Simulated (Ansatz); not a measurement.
## A series in volume scale on P

Results calculated with Ansatz 0.2.0, not measured. Plane-wave DFT, scalar-relativistic PAW made under PBE with cores redone for the functional, no dispersion; the given relaxed cell is scaled uniformly, energy at zero smearing counts from the unscaled cell, pressure at the given Fermi-Dirac smearing is positive in compression.

The cell before it is scaled or strained (space group P6/mmm, No. 191):
```
cell vectors (Å)
   4.3866     0.0000     0.0000
  -2.1933     3.7989     0.0000
   0.0000     0.0000     2.4860
atoms (fractions of the cell vectors)
P   0.00000  0.00000  0.00000
P   0.33333  0.66667  0.50000
P   0.66667  0.33333  0.50000
```

Settings of every row: spin polarised no; functional PBEsol; wave cutoff 420 eV; smearing width 0.1 eV; k mesh 9x9x14.

Atom starting moment: 0 on all atoms.

Limits: the cell comes from a prototype or a list of computed structures and needn't be the stable phase.

| row | volume scale | V (Å³/atom) | pressure (GPa) | energy change per atom (meV) |
| --- | --- | --- | --- | --- |
| 1 | 0.88 | 12.152 | 17.45 | 81.2 |
| 2 | 0.92 | 12.704 | 10.58 | 33.64 |
| 3 | 0.96 | 13.257 | 4.81 | 7.67 |
| 4 | 1.04 | 14.361 | -3.96 | 7.49 |
| 5 | 1.08 | 14.914 | -7.19 | 27.39 |
| 6 | 1.12 | 15.466 | ? | ? |

Question: what pressure and energy change per atom should row 6 give?

Worked fit of pressure. Take u = (V_r/V)^(2/3) − 1 with V_r = 13.257 Å³ an atom, which is twice the finite (Eulerian) strain; such expansions in the strain, on which the Birch-Murnaghan equation of state is built, carry the rest volume and the bulk modulus. The shown rows have u = 0.05974, 0.02881, 0, -0.05193, -0.07551. Least squares give pressure = 4.807 + 188.53 × u + 389.7 × u² GPa; a straight line predicts inner rows, each left out in turn, worse (root mean square 0.8 against 0.031 GPa). The rows lie off it by -0.01, 0.02, 0.00, -0.03, 0.02. The pressure vanishes at u = -0.0270, or V = 13.81 Å³ an atom, and there the bulk modulus at fixed shape and fractions is B = −V dP/dV = (2/3)(1 + u) dP/du = 109 GPa. Letting shape and atoms relax would as a rule lower it, by much in layered, chain or molecular crystals. The withheld row has u = -0.09764, so the fit gives 4.807 + 188.53 × (-0.09764) + 389.7 × (-0.09764)² = -9.89 GPa.

The calculation gave -9.82 GPa. The fit lies 0.07 GPa (0.26 % of the column's range) below it; its largest miss of a shown row is 0.03 GPa. This row lies beyond the range of the fit.

Worked fit of energy change per atom. Take u = (V_r/V)^(2/3) − 1 with V_r = 13.257 Å³ an atom, which is twice the finite (Eulerian) strain; such expansions in the strain, on which the Birch-Murnaghan equation of state is built, carry the rest volume and the bulk modulus. The shown rows have u = 0.05974, 0.02881, 0, -0.05193, -0.07551. Least squares give energy change per atom = 7.734 + 573.42 × u + 11019.3 × u² meV; a straight line predicts inner rows, each left out in turn, worse (root mean square 23 against 0.29 meV). The rows lie off it by -0.12, 0.24, -0.06, -0.18, 0.13 (root mean square 0.16 meV). The withheld row has u = -0.09764, so the fit gives 7.734 + 573.42 × (-0.09764) + 11019.3 × (-0.09764)² = 56.80 meV.

The calculation gave 57.38 meV. The fit lies 0.58 meV (1 % of the value, 0.79 % of the column's range) below it; its largest miss of a shown row is 0.24 meV. This row lies beyond the range of the fit.
